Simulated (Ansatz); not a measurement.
## From the elastic tensor of C to moduli and sound speeds

Theory: DFT LDA, scalar-relativistic, plane waves, PAW in Ansatz. Settings: 420 eV plane-wave cutoff, Γ-centred 12×12×12 mesh, fixed occupations. No spin polarisation.

The structure is trigonal, space group R-3m (No. 166). The conventional cell has a = 2.445 Å, b = 2.445 Å, c = 9.912 Å, α = 90.00°, β = 90.00°, γ = 120.00°. Around C (site symmetry 3m) lie 3 C at 1.41 Å.

The crystal is built of layers and no dispersion correction was added, so the binding between them is poorly described, and with it their spacing and whatever depends on it.

Relaxed-ion constants (GPa, on the Cartesian axes of the calculation):
```
1105.1  212.4   -3.6    2.1    0.0    0.0
 212.4 1105.1   -3.6   -2.1    0.0    0.0
  -3.7   -3.7   32.0    0.0    0.0    0.0
   2.1   -2.1    0.0    5.4    0.0    0.0
   0.0    0.0    0.0    0.0    5.4    2.1
   0.0    0.0    0.0    0.0    2.1  446.4
```

Density 2.332 g/cm³; 2 atoms in 17.11 Å³.

The values that follow are for a polycrystal of randomly turned grains, by Hill's mean where one number stands. In a crystal this anisotropic the Voigt and Reuss bounds lie far apart, so Hill's mean and the sound speeds and Debye temperature from it are rough.

```
Bulk modulus, Voigt / Reuss / Hill          : 294.7 / 30.1 / 162.4 GPa
Shear modulus, Voigt / Reuss / Hill         : 227.3 / 12.0 / 119.6 GPa
Young's modulus                             : 288 GPa
Poisson ratio                               : 0.204
Pugh ratio B/G                              : 1.36
Universal anisotropy index                  : 98.13
Longitudinal and transverse sound speeds    : 11750 and 7163 m/s
Debye temperature from the mean sound speed : 1152 K
```

Cost: 1 run of about 0.51 core-minutes, on Intel Xeon 6975P-C (Granite Rapids) (shared hosts).

The tensor is that of rhombohedral graphite, stiff within the layers and soft between them. In-plane stretching, with a constant of 1105.1 GPa, works against sp² σ bonds reinforced by delocalised π bonding. Compression along the layer normal meets only 32.0 GPa, and sliding of the layers only 5.4 GPa, because no covalent bonds link the sheets.

The same contrast explains the polycrystal bounds. Under uniform stress the soft directions take up most of the strain, so the Reuss bulk modulus of 30.1 GPa lies close to the constant for compression along the normal, whereas the Voigt value mainly reflects the covalent sheets. The Pugh ratio, built from averages of these two extremes, is therefore no guide to ductility or brittleness; easy basal slip and cleavage are governed by the weak interlayer contact.

The tensor is positive definite, which supports elastic stability against small homogeneous strains, but it doesn't establish whether this stacking is favoured over the hexagonal one.
